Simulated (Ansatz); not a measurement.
## La2O3: energy above lowest point against volume scale

All results are calculated (Ansatz 0.2.0). Free energy against uniform scaling of the volume at fixed shape and fractions; periodic cell, basis, potentials, k mesh and filling as listed.

The cell before it is scaled or strained (space group P-62m, No. 189):
```
CELL_PARAMETERS angstrom
6.28760 0.00000 0.00000
-3.14380 5.44520 0.00000
0.00000 0.00000 3.31070
ATOMIC_POSITIONS crystal
La 0.33333 0.66667 0.50000
La 0.66667 0.33333 0.50000
O 0.49199 0.49199 0.00000
O 0.00000 0.50801 0.00000
O 0.50801 0.00000 0.00000
```

Settings of every row: functional LDA; dispersion none; potentials PAW; wave cutoff 550 eV; density cutoff 2200 eV; k mesh 6x6x6; k shift 0x0x0; occupations fixed; smearing width 0 eV; spin none.

Limits: the cell comes from a prototype or a list of computed structures and needn't be the stable phase.

| row | volume scale | V (Å³/atom) | energy above lowest point (meV/atom) |
| --- | --- | --- | --- |
| 1 | 0.9406 | 21.323 | 1.6 |
| 2 | 0.9703 | 21.997 | 0 |
| 3 | 1 | 22.67 | ? |
| 4 | 1.0297 | 23.343 | 34.3 |
| 5 | 1.0594 | 24.016 | 66.5 |

Question: what energy above lowest point should row 3 give?

Worked fit of energy above lowest point. Take u = (V_r/V)^(2/3) − 1 with V_r = 22.67 Å³ an atom, which is twice the finite (Eulerian) strain; such expansions in the strain, on which the Birch-Murnaghan equation of state is built, carry the rest volume and the bulk modulus. The shown rows have u = 0.04168, 0.02029, -0.01931, -0.03772. Least squares give energy above lowest point = 11.56 − 878.7 × u + 15335 × u² meV/atom; a straight line predicts inner rows, each left out in turn, worse (root mean square 14 against 0.12 meV/atom). The rows lie off it by 0.0, 0.0, 0.1, 0.0. Its lowest point lies at u = 0.0287, or V = 21.73 Å³ an atom, and the curvature there gives the bulk modulus at fixed shape and fractions, B = (4/9)(1 + u)² E″(u)/V = 106 GPa. Letting shape and atoms relax would as a rule lower it, by much in layered, chain or molecular crystals. The withheld row has u = 0, so the fit gives 11.56 − 878.7 × (0) + 15335 × (0)² = 11.6 meV/atom.

The calculation gave 11.6 meV/atom. The fit meets it to the printed digit.
